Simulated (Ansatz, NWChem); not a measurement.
How basis sets differ on PF3 (phosphorus trifluoride)

PF3: 4 atoms, total charge 0, spin state singlet. As SMILES, `FP(F)F`. The shape is that of a PBE0-D4/def2-TZVP optimisation.

```
atom    x (Å)    y (Å)    z (Å)
   F   0.8344  -0.6632   0.8745
   P  -0.2975   0.3146   0.3923
   F  -1.0619  -0.6965  -0.5369
   F   0.5250   1.0452  -0.7300
```

Each level gives the atomisation enthalpy at 298 K (kJ/mol). The values are calculated. The thermal term (zero-point and 298 K enthalpy, harmonic and unscaled) is that of PBE0-D4/def2-TZVP; the spin-orbit lowering of the free atoms at 298 K, 3.9 kJ/mol by their spectra, is taken off.

**The experiment to reproduce.** NIST-JANAF tables gives the atomisation enthalpy at 298 K of the gas as 1513 kJ/mol.

```json
{"level": "B2PLYP/STO-3G", "kind": "double hybrid", "program": "Ansatz", "value (kJ/mol)": "986", "computed − measured": "-527", "CPU time (all runs)": "2.2 s"}
{"level": "B2PLYP/cc-pVDZ", "kind": "double hybrid", "program": "Ansatz", "value (kJ/mol)": "1305", "computed − measured": "-208", "CPU time (all runs)": "1.4 s"}
{"level": "B2PLYP/jun-cc-pV(D+d)Z", "kind": "double hybrid", "program": "Ansatz", "value (kJ/mol)": "1331", "computed − measured": "-182", "CPU time (all runs)": "2.2 s"}
{"level": "B2PLYP/6-311+G**", "kind": "double hybrid", "program": "NWChem", "value (kJ/mol)": "1340", "computed − measured": "-173", "CPU time (all runs)": "19 s"}
{"level": "B2PLYP/aug-cc-pVDZ", "kind": "double hybrid", "program": "Ansatz", "value (kJ/mol)": "1351", "computed − measured": "-162", "CPU time (all runs)": "2.8 s"}
{"level": "B2PLYP/cc-pVTZ", "kind": "double hybrid", "program": "Ansatz", "value (kJ/mol)": "1459", "computed − measured": "-54", "CPU time (all runs)": "2.9 s"}
{"level": "B2PLYP/jun-cc-pV(T+d)Z", "kind": "double hybrid", "program": "Ansatz", "value (kJ/mol)": "1480", "computed − measured": "-33", "CPU time (all runs)": "5.3 s"}
{"level": "B2PLYP/aug-cc-pVTZ", "kind": "double hybrid", "program": "Ansatz", "value (kJ/mol)": "1466", "computed − measured": "-47", "CPU time (all runs)": "6.5 s"}
```

Nearest: B2PLYP/jun-cc-pV(T+d)Z (-33 kJ/mol); farthest: B2PLYP/STO-3G (-527 kJ/mol). Without the sets that lack polarisation functions the rows with a basis span only 1305 to 1480 kJ/mol. Times are those of the runs behind each value, whatever else they computed, on shared processors of several kinds: orders of magnitude only.

Every basis underbinds PF3, and the largest gains come from adding polarisation functions and then enriching them. The free atoms need little angular flexibility, whereas the molecule needs d and higher functions to polarise phosphorus towards three strongly electronegative fluorines and to correlate their crowded lone pairs. Valence splitting alone doesn't suffice: 6-311+G**, triple-zeta in the valence but with a single d set on each atom, stays among the double-zeta results at 1340 kJ/mol.

Diffuse functions matter much more at double-zeta than at triple-zeta level, where they partly make up for a cramped description of electron-rich fluorine. Tight d functions on phosphorus probably explain why jun-cc-pV(T+d)Z surpasses aug-cc-pVTZ despite its smaller diffuse set; they improve the inner part of the d space used in polarising the P–F bonds. The order is reversed at double-zeta level, where the fuller diffuse set evidently counts for more. The remaining -33 kJ/mol can't be divided between basis incompleteness and the functional's own error without larger sets.
